Why do my 2s and 2p fine-structure shifts in hydrogen not match the Dirac levels?

I added the mass-velocity, Darwin and spin-orbit corrections for n = 2 in first order. They are supposed to sum to something that depends only on n and j. My 2p splitting looks sensible, 10.95 GHz, but 2s₁/₂ comes out 29.20 GHz above 2p₁/₂ instead of level with it. I took ⟨p²⟩ from the virial theorem and squared it to get ⟨p⁴⟩. Is the Darwin term supposed to have another factor?

Answer

The Darwin term is fine, the squaring is not.

Conventions. One electron of mass m, a fixed point nucleus of charge Ze, V = −k/r with k = Ze²/(4πε₀) = Zαħc, g = 2, and a₀ = ħ/(αmc). The unperturbed energy is E_n = −Z²α²mc²/(2n²). The perturbations are

H_mv = −p⁴/(8m³c²)
H_D = πħ²k δ³(r)/(2m²c²)
H_so = k L·S/(2m²c²r³), Thomas factor included.

They commute with L², J² and J_z, so within one shell they are diagonal in |n l j m_j⟩. The energy scale is ε = α⁴mc² = 2.3216×10⁻²² J, or ε/h = 350.38 GHz. For n = 2 the handy unit is u = ε/128 = 1.8138×10⁻²⁴ J, with u/h = 2.7373 GHz. The hydrogenic averages needed are

⟨1/r⟩ = Z/(n²a₀), ⟨1/r²⟩ = Z²/[n³(l+½)a₀²],
⟨1/r³⟩ = Z³/[n³ l(l+½)(l+1) a₀³] for l > 0,
|ψ(0)|² = Z³/(πn³a₀³) for l = 0 and zero otherwise.

1. The attempt (wrong: line B is false, and so are line C and the totals)

A. Virial theorem: ⟨p²⟩/2m = −E_n, so ⟨p²⟩ = (Zαmc/n)².
B. ⟨p⁴⟩ = ⟨p²⟩² = (Zαmc/n)⁴. [false]
C. E_mv = −Z⁴ε/(8n⁴), which is −u for both 2s and 2p. [false]
D. E_D = Z⁴ε/(2n³) for l = 0, which is ε/16 = +8u for 2s.
E. E_so = Z⁴ε⟨l·s⟩/[2n³ l(l+½)(l+1)], with ⟨l·s⟩ = ⟨L·S⟩/ħ² = l/2 for j = l+½ and −(l+1)/2 for j = l−½. For 2p the denominator is 48, so E_so = −ε/48 = −(8/3)u for j = ½ and +ε/96 = +(4/3)u for j = 3/2.

Wrong totals, as E/h:
2s₁/₂: −1 + 8 = +7u, +19.16 GHz
2p₁/₂: −1 − 8/3 = −(11/3)u, −10.04 GHz
2p₃/₂: −1 + 4/3 = +(1/3)u, +0.91 GHz

2. The symptom

The three operators are the order-α⁴ reduction of the Dirac equation, so their first-order sum must equal the α⁴ term of the exact Dirac-Coulomb energy

E = mc²[1 + (Zα)²/(n−δ)²]^(−1/2), δ = κ − √(κ² − Z²α²), κ = j + ½.

To expand it, take δ ≈ (Zα)²/(2κ), so that x = (Zα)²/(n−δ)² ≈ (Zα)²/n² + (Zα)⁴/(n³κ), and use (1+x)^(−1/2) ≈ 1 − x/2 + 3x²/8. After mc² and E_n the next term is

E_fs = −(Z⁴ε/2n⁴)[n/(j+½) − ¾].

This has no l in it, and it is negative for every state because j+½ ≤ n. For n = 2 it gives −5u for j = ½ and −u for j = 3/2. The attempt fails three ways. It splits the two j = ½ levels by (32/3)u, your 29.20 GHz. It raises two of the three levels. And it puts 2s₁/₂ above 2p₃/₂ by (20/3)u, 18.25 GHz, where the Dirac order has it below by 4u.

The pattern also locates the fault. The 2p splitting, 4u or 10.95 GHz, is right, which clears line E. The 2p levels have no Darwin term, yet both sit (4/3)u too high. The only ingredient left for them is the mass-velocity term. Line C is suspicious even without Dirac: it does not depend on l, although a 2s electron reaches the nucleus, where it is fast, and a 2p electron is kept away.

3. The faulty line

Line B replaces the mean of a square by the square of a mean. The difference is the variance of p², which vanishes only in an eigenstate of p². A bound Coulomb state is an eigenstate of T + V, with T = p²/2m, and not of T. From Tψ = (E_n − V)ψ,

⟨T²⟩ = ‖Tψ‖² = ⟨(E_n − V)²⟩, ⟨T⟩ = E_n − ⟨V⟩,

and therefore

⟨p⁴⟩ − ⟨p²⟩² = 4m²(⟨V²⟩ − ⟨V⟩²) = 4m²k²(⟨1/r²⟩ − ⟨1/r⟩²) > 0.

The spread of kinetic energy equals the spread of potential energy. For s states ⟨p⁴⟩ is to be read as the norm ‖p²ψ‖², which is also what the momentum-space average gives. Letting p⁴ act to the right as a plain radial derivative loses a δ-function contribution at the origin.

4. The mended calculation

Expand the square: ⟨(E_n − V)²⟩ = E_n² + 2E_n k⟨1/r⟩ + k²⟨1/r²⟩. The averages above give k⟨1/r⟩ = −2E_n and k²⟨1/r²⟩ = 4E_n² n/(l+½). Hence

⟨T²⟩ = E_n²[4n/(l+½) − 3], ⟨p⁴⟩/⟨p²⟩² = 4n/(l+½) − 3.

The ratio is 13 for 2s and 7/3 for 2p. In units of (ħ/a₀)⁴, ⟨p⁴⟩ is 13/16 and 7/48, against 1/16 in line B. Momentum space confirms it independently. With q = 2pa₀/ħ the radial momentum functions are proportional to (q²−1)/(1+q²)³ for 2s and q/(1+q²)³ for 2p, both have ⟨q²⟩ = 1, and ⟨q⁴⟩ comes out as 13 and 7/3. The 2s function falls off as q⁻⁴ and the 2p function as q⁻⁵, and the longer tail of 2s is what p⁴ picks up.

Since H_mv = −T²/(2mc²) and E_n²/(2mc²) = Z⁴ε/(8n⁴),

E_mv = −(Z⁴ε/2n⁴)[n/(l+½) − ¾].

Now add. The ¾ term is common to all cases, so follow only the 1/n³ terms, in units of Z⁴ε/(2n³):

j = l+½, l > 0: −1/(l+½) + 1/[2(l+½)(l+1)] = −(2l+1)/[2(l+½)(l+1)] = −1/(l+1)
j = l−½: −1/(l+½) − 1/[2l(l+½)] = −(2l+1)/[2l(l+½)] = −1/l
l = 0, j = ½: −2 + 1 = −1, the +1 being the Darwin term

Each result is −1/(j+½), so E_mv + E_D + E_so = E_fs for every state. For hydrogen n = 2, as E/h in GHz:

2s₁/₂: E_mv −35.59 (−13u), E_D +21.90 (+8u), sum −13.69 (−5u)
2p₁/₂: E_mv −6.39 (−7u/3), E_so −7.30 (−8u/3), sum −13.69 (−5u)
2p₃/₂: E_mv −6.39 (−7u/3), E_so +3.65 (+4u/3), sum −2.74 (−u)

There is a further check for l > 0. With weights 2j+1 the spin-orbit term averages to zero, since (2l+2)(l/2) − 2l(l+1)/2 = 0, so the weighted mean of the two Dirac levels must equal E_mv. For 2p, [2(−5u) + 4(−u)]/6 = −(7/3)u. That is the mended value, where line C had −u.

5. Size of the error

Wrong minus exact is the neglected variance, (⟨V²⟩ − ⟨V⟩²)/(2mc²):

ΔE = +(Z⁴ε/2n⁴)[n/(l+½) − 1],

positive for every state because l+½ < n.

For 2s, ⟨1/r²⟩ − ⟨1/r⟩² = (1/4 − 1/16)/a₀² = 3/(16a₀²), so ΔE = 12u = 2.177×10⁻²³ J, or 32.85 GHz. Line B misses 92 % of the mass-velocity term, and the error is 2.4 times the magnitude of the correct total shift, whose sign it reverses.

For 2p, (1/12 − 1/16)/a₀² = 1/(48a₀²), so ΔE = (4/3)u = 2.418×10⁻²⁴ J, or 3.65 GHz, for either j. That is 57 % of the mass-velocity term, and it is enough to reverse the sign of the 2p₃/₂ shift. It cancels in the 2p splitting, which is why that one number looked fine. The spurious 2s₁/₂–2p₁/₂ gap is the difference of the two errors, 12u − (4/3)u = (32/3)u.

The shortcut becomes harmless only for circular states: for l = n−1 the ratio ⟨p⁴⟩/⟨p²⟩² is (n+3/2)/(n−½), which tends to 1 at large n, as for a classical orbit of constant speed. At given n it is worst for s states, and there it inverts the physics. The attempt gives (Z⁴ε/2n⁴)(n − ¼) > 0 for every ns level, while the correct result is −(Z⁴ε/2n⁴)(n − ¾) < 0, the stabilisation of s levels that matters so much in heavy atoms. All terms scale as Z⁴, so the relative errors are the same for any one-electron ion as long as first order suffices. The expansion parameter (Zα)² is 5.3×10⁻⁵ for hydrogen but 0.33 for Z = 79, where the unexpanded Dirac formula should be used.

The numbers above belong to the model, a fixed point nucleus with g = 2. In real hydrogen the finite proton mass enters at relative order m/m_p = 0.054 %, and the anomalous magnetic moment widens the 2p splitting by α/π = 0.23 %. A larger omission is the Lamb shift, a radiative effect one order higher in α that acts mainly on s states. It lifts 2s₁/₂ above 2p₁/₂ by approximately 1 GHz, and the hyperfine splitting of 2s is approximately 0.2 GHz (typical values). The exact j = ½ degeneracy is thus a property of the Dirac-Coulomb problem, and that problem is what the three order-α⁴ terms have to reproduce.